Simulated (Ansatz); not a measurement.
**Ga3Se: moving Se off its site**

Ga3Se, Pm-3m, a = 4.225 Å. The structure is a Materials Project entry; whether it is the stable form wasn't checked. Ansatz: PBEsol+D3(BJ), PAW, 420 eV, Γ-centred 12×12×12 mesh on 4 atoms, Gaussian smearing 0.15 eV; no spin polarisation.

```
CELL_PARAMETERS angstrom
4.22492 0.00000 0.00000
0.00000 4.22492 0.00000
0.00000 0.00000 4.22492
ATOMIC_POSITIONS crystal
Ga 0.00000 0.50000 0.50000
Ga 0.50000 0.00000 0.50000
Ga 0.50000 0.50000 0.00000
Se 0.00000 0.00000 0.00000
```

Atom 4 (Se) moves by x along the unit vector (0.000, 1.000, 0.000), with its periodic images; all else is held. y is the free energy of the cell over the start, F the force along the path summed over the moved atoms. Symmetry makes y even in x.

```
  x (Å) y (meV) F (eV/Å)
-0.2000        ?         ?
-0.0667     2.31      0.07
 0.0000     0.00      0.00
 0.0333     0.57     -0.03
 0.1000     5.23     -0.11
 0.1333     9.38     -0.14
 0.1667    14.84     -0.18
```

Q: Fit y = c2 x² + c4 x⁴ to the energies of the other rows, give the force constant, and predict energy and force of the missing row.

A: Least squares on the rows shown. y = 516.77 x² + 621.61 x⁴. The force constant is 2 c2 = 1.03 eV/Å² (for all images moving together, not for a lone atom). The force −dy/dx at the missing row is 0.23 eV/Å (computed 0.23). At x = -0.2000 the fit asked for gives 21.67 meV. The run gave 21.65 meV, so the fit is 0.02 meV too high, a small miss on the scale of the series.

Spin polarisation was left out, and a magnetic state may lie lower.

Cost: 7 runs of about 3 core-minutes in all, on Intel Xeon Platinum 8488C (Sapphire Rapids) (shared hosts).

Selenium sits in a single, nearly harmonic well: the energy rises at every displacement computed, and the force always points back to the site. The positive quartic term stiffens the well slightly, as expected when Se is pushed towards the square of four Ga atoms ahead of it and short-range repulsion grows faster than linearly. The cubic site symmetry makes the quadratic force constant of 1.03 eV/Å² the same in every direction, whereas the quartic term holds only for the cube axis sampled.

The lack of off-centring is plausible for such a Ga-rich compound. Its odd valence-electron count implies a partly filled band without spin polarisation, and the carriers probably screen the long-range dipole forces that favour polar displacements in insulators. The Ga–Se contacts are also much longer than in ordinary gallium selenides, which suggests a restoring force spread over many weak contacts rather than a few directional bonds. Dynamical stability does not follow, since coupled Ga motion or displacements alternating from cell to cell could still be soft.
